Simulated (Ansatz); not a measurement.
SiHCl2OF (SMILES O[Si](F)(Cl)Cl): the energy, rung by rung

The species is SiHCl2OF (6 atoms), meant as a singlet with charge 0. SMILES: `O[Si](F)(Cl)Cl`. The shape was relaxed beforehand at r2SCAN/def2-SVP. This is one conformer, not always the lowest.

```xyz
6

O    -0.5224    0.4639    1.1326
Si    0.2160    0.0155   -0.2509
F     1.6032   -0.7400    0.0508
Cl   -0.9298   -1.2819   -1.3368
Cl    0.6219    1.6982   -1.3074
H    -0.9467   -0.2199    1.6656
```

Quantity: the dissociation energy of the H6–O1 bond into doublet H and doublet SiCl2OF (shapes relaxed at r2SCAN/def2-SVP, no zero-point term), in eV. The values are calculated.

| level | kind | program | value (eV) | CPU time (all runs) |
| --- | --- | --- | --- | --- |
| HF/def2-SVP | Hartree–Fock | Ansatz | 4.12 | 8.6 s |
| SVWN5/def2-SVP | LDA | Ansatz | 5.98 | 5.2 s |
| PBE/def2-SVP | GGA | Ansatz | 5.28 | 10 s |
| r2SCAN/def2-SVP | meta-GGA | Ansatz | 5.33 | 32 s |
| B3LYP/def2-SVP | global hybrid | Ansatz | 5.35 | 13 s |
| PBE0-D4/def2-SVP | global hybrid | Ansatz | 5.37 | 14 s |
| wB97M-V/def2-SVP | range-separated hybrid | Ansatz | 5.58 | 60 s |
| B2PLYP/def2-SVP | double hybrid | Ansatz | 5.41 | 21 s |
| RPA@PBE/def2-SVP | RPA | Ansatz | 5.20 | 20 s |

The values span 4.12 to 5.98 eV. Hartree–Fock misses the correlation of the electron pair that is broken and comes out low. Measured bond enthalpies also hold zero-point and thermal terms, a few tenths of an eV less. CPU times are rough (shared hosts, several kinds of processor): they show what a rung costs within a factor of a few.

Apart from Hartree–Fock and the LDA, all methods place the O–H dissociation energy between 5.20 and 5.58 eV, which marks a strong bond, as expected for a silanol. Hydrogen 1s overlaps well with a compact oxygen orbital, and the bond is strengthened further by its polarity. Homolysis gives up both and leaves an electron-poor radical, with the unpaired electron probably mainly in an oxygen 2p orbital, where the halogenated silyl group can do little to stabilise it.

The LDA value of 5.98 eV shows the familiar overbinding: the local functional describes the separated fragments, with their more inhomogeneous densities, less well than the molecule. Gradient corrections favour the fragments and bring PBE down to 5.28 eV. Beyond that, the value doesn't change steadily with the rung: it peaks at wB97M-V and is lower again for B2PLYP and RPA, the latter possibly because correlation converges slowly in a small basis. Without the parent silanol for comparison, the effect of the halogens on the bond strength remains undetermined.
